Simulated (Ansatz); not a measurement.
# The HOMO–LUMO gap down a group: F to I

All atoms of one element are swapped for its congeners: GeF4 (tetrafluorogermane) `[F][Ge]([F])([F])[F]`; GeCl4 (germanium tetrachloride) `[Cl][Ge]([Cl])([Cl])[Cl]`; GeI4 (germanium tetraiodide) `[I][Ge]([I])([I])[I]`. The Br member is missing. All are singlets with charge 0.

Shapes, held fixed at every level: PBE0-D4/def2-TZVP. Programs: Ansatz 0.2.0. Values in eV.

Question: How should the HOMO–LUMO gap change along the series?

Answer: At wB97X-V/def2-TZVPP the HOMO–LUMO gap falls at every step, from 15.90 to 8.53 eV. Every level shows the same order. For atoms past krypton def2 sets carry core potentials with scalar relativity. Relativity is left out for Ge unless named. Orbital gaps aren't excitation energies, and the LUMO depends on the basis.

```json
{"level": "SPW92/def2-TZVPP", "GeF4": "7.45", "GeCl4": "4.83", "GeI4": "2.46"}
{"level": "PBE-D4/def2-TZVPP", "GeF4": "7.60", "GeCl4": "5.00", "GeI4": "2.58"}
{"level": "PBE0-D4/def2-TZVPP", "GeF4": "10.96", "GeCl4": "7.43", "GeI4": "4.41"}
{"level": "r2SCAN0-D4/def2-TZVPP", "GeF4": "11.62", "GeCl4": "7.82", "GeI4": "4.64"}
{"level": "wB97M-V/def2-TZVPP", "GeF4": "15.69", "GeCl4": "11.79", "GeI4": "8.26"}
{"level": "wB97X-V/def2-TZVPP", "GeF4": "15.90", "GeCl4": "12.11", "GeI4": "8.53"}
```

The gap narrows from fluoride to iodide mainly because the occupied frontier levels rise. In these tetrahedral molecules the HOMO is essentially a halogen p lone-pair combination, and its electrons are bound less tightly as the valence shell moves from 2p to 3p to 5p. The LUMO, probably Ge–X σ* in character, should also be less strongly destabilised as the bonds lengthen and overlap weakens. At every level the step from F to Cl is larger than that from Cl to I, although the latter skips a period, which fits the exceptionally compact, tightly bound 2p shell of fluorine.

The ordering is robust, but the size of the gap is not: GeI4 at wB97X-V (8.53 eV) lies above GeF4 at PBE (7.60 eV), probably because long-range exact exchange pushes occupied and empty levels apart. Gaps are therefore comparable only within one level. Spin-orbit splitting of the iodine 5p levels would be expected to raise the HOMO of GeI4 and reinforce the trend.
